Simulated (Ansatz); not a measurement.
InSb under several functionals and dispersion corrections (calculated)

Starting cell:

```yaml
crystal:
  lattice:
    - [0.00000, 3.23910, 3.23910]
    - [3.23910, 0.00000, 3.23910]
    - [3.23910, 3.23910, 0.00000]
  atoms:
    - { symbol: In, position: [0.00000, 0.00000, 0.00000] }
    - { symbol: Sb, position: [0.75000, 0.75000, 0.75000] }
```

Ansatz, plane waves and PAW, scalar-relativistic (no spin–orbit coupling), 6×6×6 k-mesh. No spin polarisation. In the setting of the table the starting cell (space group F-43m) has 4.581 × 4.581 × 4.581 Å, angles 60.0 / 60.0 / 60.0°. Each functional was followed to zero pressure by scaling the cell, shape and atoms held, then fitted over four more volumes within ±4 % of it.

Question: What cell, stiffness and gap does each give?

Answer: 
| functional | V0 (Å³/atom) | cell | B0 (GPa) | B′ from the pressures | gap on the mesh | cutoff (eV) |
| --- | --- | --- | --- | --- | --- | --- |
| revPBE | 37.55 | 4.735 × 4.735 × 4.735 Å, angles 60.0 / 60.0 / 60.0° | 34 | 5.0 | zero (metallic on this mesh) | 420 |
| LDA | 33.59 | 4.563 × 4.563 × 4.563 Å, angles 60.0 / 60.0 / 60.0° | 47 | 4.8 | zero (metallic on this mesh) | 420 |
| PBEsol | 34.69 | 4.612 × 4.612 × 4.612 Å, angles 60.0 / 60.0 / 60.0° | 43 | 4.9 | zero (metallic on this mesh) | 420 |
| PBE + D4 | 35.01 | 4.626 × 4.626 × 4.626 Å, angles 60.0 / 60.0 / 60.0° | 42 | 4.9 | zero (metallic on this mesh) | 420 |

The volumes span 11.8 %, from LDA to revPBE, and the stiffness falls as the cell grows. The zeros are band overlaps of 0.00 to 0.00 eV, small enough to be the functionals' gap error. Of 5 runs of this kind 1 is left out: 1 is in doubt (a loose fit, a gap or moment that comes and goes along the fit, no cell at zero pressure, a state that may not be the lowest or a known fault).

Points behind the fit for LDA:

```
V (Å³/atom)  E − Emin (meV/atom)  P (GPa)
     32.246                 8.47     2.10
     32.918                 2.05     0.99
     33.589                 0.00     0.00
     34.261                 1.88    -0.88
     34.933                 7.22    -1.66
```

The softening with expansion holds in every row and follows from the bonding: longer In–Sb contacts weaken the overlap of the sp³ hybrids and thin out the charge between the atoms, so the restoring force drops. LDA overbinds slightly, while revPBE, whose exchange favours inhomogeneous densities more strongly, overexpands the lattice and makes it too soft. How much of the compact PBE + D4 cell is due to dispersion can't be read from the table, as it has no plain PBE row.

The zero gaps disagree with experiment, where InSb is a narrow direct-gap semiconductor. Semilocal functionals place the In/Sb s-like conduction state at Γ too low relative to the Sb p-like valence top. An overlap of 0.00 eV suggests that the two have swapped order, leaving the Fermi level in a p manifold whose degeneracy is fixed by cubic symmetry. Spin–orbit coupling wouldn't cure this, since it raises the valence top further. The results therefore support a comparison of lattice and stiffness, but not a metallic ground state.
